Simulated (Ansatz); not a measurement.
## A series in volume per atom on Ir2O3

Results calculated with Ansatz 0.2.0 development build, not measured. Equation of state of a cubic crystal from periodic Kohn-Sham density functional theory without spin; pressure corrected for the finite basis.

Cell of the first row (space group Pn-3m, No. 224):
```
CELL_PARAMETERS angstrom
4.70890 0.00000 0.00000
0.00000 4.70890 0.00000
0.00000 0.00000 4.70890
ATOMIC_POSITIONS crystal
Ir 0.25000 0.25000 0.25000
Ir 0.75000 0.75000 0.25000
Ir 0.75000 0.25000 0.75000
Ir 0.25000 0.75000 0.75000
O 0.50000 0.00000 0.00000
O 0.00000 0.50000 0.00000
O 0.00000 0.00000 0.50000
O 0.50000 0.50000 0.00000
O 0.50000 0.00000 0.50000
O 0.00000 0.50000 0.50000
```

Settings of every row: formula Ir2O3; structure type cubic X2O3; functional PBE; spin treatment none; k mesh 12x12x12; occupation method fermi-dirac; occupation width 0.061225619 eV; wave cutoff 420 eV; datasets soft-1 PAW; density cutoff ratio 4.

Limits: a cubic model structure, not a phase known at ambient conditions; modest k-mesh, values are not fully converged in k; no spin-orbit coupling, which can matter with elements this heavy.

```csv
row,volume per atom (Å³),energy above lowest point (meV/atom),pressure (GPa)
1,10.441,34.66,18.041
2,10.664,14.49,11.195
3,10.886,3.27,5.11
4,11.108,0,-0.293
5,11.33,?,?
6,11.552,13.87,-9.339
7,11.774,29.47,-13.104
```

Question: what energy above lowest point and pressure should row 5 give?

Worked fit of energy above lowest point. Take u = (V_r/V)^(2/3) − 1 with V_r = 10.997 Å³ an atom, which is twice the finite (Eulerian) strain; such expansions in the strain, on which the Birch-Murnaghan equation of state is built, carry the rest volume and the bulk modulus. The shown rows have u = 0.03519, 0.02071, 0.00679, -0.00667, -0.03229, -0.04449. Least squares give energy above lowest point = 0.714 + 239.88 × u + 20303.6 × u² + 8516 × u³ meV/atom; a parabola predicts inner rows, each left out in turn, worse (root mean square 0.16 against 0.042 meV/atom). The rows lie off it by -0.01, 0.02, -0.01, -0.01, 0.02, -0.01. Its lowest point lies at u = -0.0059, or V = 11.1 Å³ an atom, and the curvature there gives the bulk modulus at fixed shape and fractions, B = (4/9)(1 + u)² E″(u)/V = 256 GPa. The withheld row has u = -0.01969, so the fit gives 0.714 + 239.88 × (-0.01969) + 20303.6 × (-0.01969)² + 8516 × (-0.01969)³ = 3.80 meV/atom.

The calculation gave 3.81 meV/atom. The fit lies 0.01 meV/atom (0.029 % of the column's range) below it, one unit of the last digit.

Worked fit of pressure. Take u = (V_r/V)^(2/3) − 1 with V_r = 10.997 Å³ an atom, which is twice the finite (Eulerian) strain; such expansions in the strain, on which the Birch-Murnaghan equation of state is built, carry the rest volume and the bulk modulus. The shown rows have u = 0.03519, 0.02071, 0.00679, -0.00667, -0.03229, -0.04449. Least squares give pressure = 2.3314 + 402.285 × u + 1249.69 × u² GPa; a straight line predicts inner rows, each left out in turn, worse (root mean square 0.78 against 0.016 GPa). The rows lie off it by 0.006, -0.004, -0.011, 0.003, 0.016, -0.011 (root mean square 0.0097 GPa). The pressure vanishes at u = -0.0059, or V = 11.1 Å³ an atom, and there the bulk modulus at fixed shape and fractions is B = −V dP/dV = (2/3)(1 + u) dP/du = 257 GPa. The withheld row has u = -0.01969, so the fit gives 2.3314 + 402.285 × (-0.01969) + 1249.69 × (-0.01969)² = -5.105 GPa.

The calculation gave -5.088 GPa. The fit lies 0.017 GPa (0.055 % of the column's range) below it; its largest miss of a shown row is 0.016 GPa.
